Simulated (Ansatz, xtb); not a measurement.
How methods differ on GeH3F (SMILES [H][Ge]([H])([H])[F])

The species is GeH3F (5 atoms), meant as a singlet with charge 0. SMILES: `[H][Ge]([H])([H])[F]`. The shape comes from GFN2-xTB, which is rough for such elements, and wasn't checked as a minimum.

Quantity: the electronic atomisation energy, in eV. The values are calculated. Electronic energies at fixed atoms, without zero-point motion or spin-orbit coupling.

```tsv
level	kind	program	value (eV)	CPU time (all runs)
GFN2-xTB	semi-empirical	xtb	16.73	under 2 s
GFN0-xTB	semi-empirical	xtb	20.13	under 2 s
GFN1-xTB	semi-empirical	xtb	19.69	under 2 s
HF/STO-3G	Hartree–Fock	Ansatz	14.12	0.52 s
HF/3-21G	Hartree–Fock	Ansatz	10.13	0.74 s
HF/def2-TZVP	Hartree–Fock	Ansatz	10.61	4.8 s
BLYP/STO-3G	GGA	Ansatz	19.61	7.6 s
PBE/STO-3G	GGA	Ansatz	19.52	7.4 s
revPBE/STO-3G	GGA	Ansatz	19.03	7.4 s
r2SCAN/STO-3G	meta-GGA	Ansatz	19.30	25 s
```

All-electron rows without a relativistic Hamiltonian named are non-relativistic. The values span 10.13 to 20.13 eV. Spin contamination of the reference (⟨S²⟩ at least 0.1 too high) touches BLYP/STO-3G, PBE/STO-3G, revPBE/STO-3G, r2SCAN/STO-3G. The xTB rows lack spin polarisation, so open shells miss the exchange term that lowers them. Times are those of the runs behind each value, whatever else they computed, on shared processors of several kinds: orders of magnitude only.

Within Hartree–Fock, the atomisation energy falls from 14.12 eV in STO-3G to 10.13 eV in 3-21G, then recovers slightly to 10.61 eV in def2-TZVP. The high minimal-basis value probably reflects an unbalanced description of molecule and fragments rather than stronger bonding. STO-3G hydrogen functions are contracted to suit molecules, which leaves the free atom too high in energy, and the bonded atoms can also borrow functions from their neighbours. The small rise from 3-21G to def2-TZVP is consistent with polarisation functions helping the molecule, with its polar Ge–F bond, more than the spherical atoms.

Even the def2-TZVP result should underbind, because Hartree–Fock omits the correlation energy gained when electrons pair in the Ge–H and Ge–F bonds. Any closeness of HF/STO-3G to the true value would therefore be a cancellation of errors. The density-functional values probably carry a similar minimal-basis bias, so they support neither a ranking of functionals nor an estimate of the correlation contribution; that would require correlated calculations in a flexible basis.
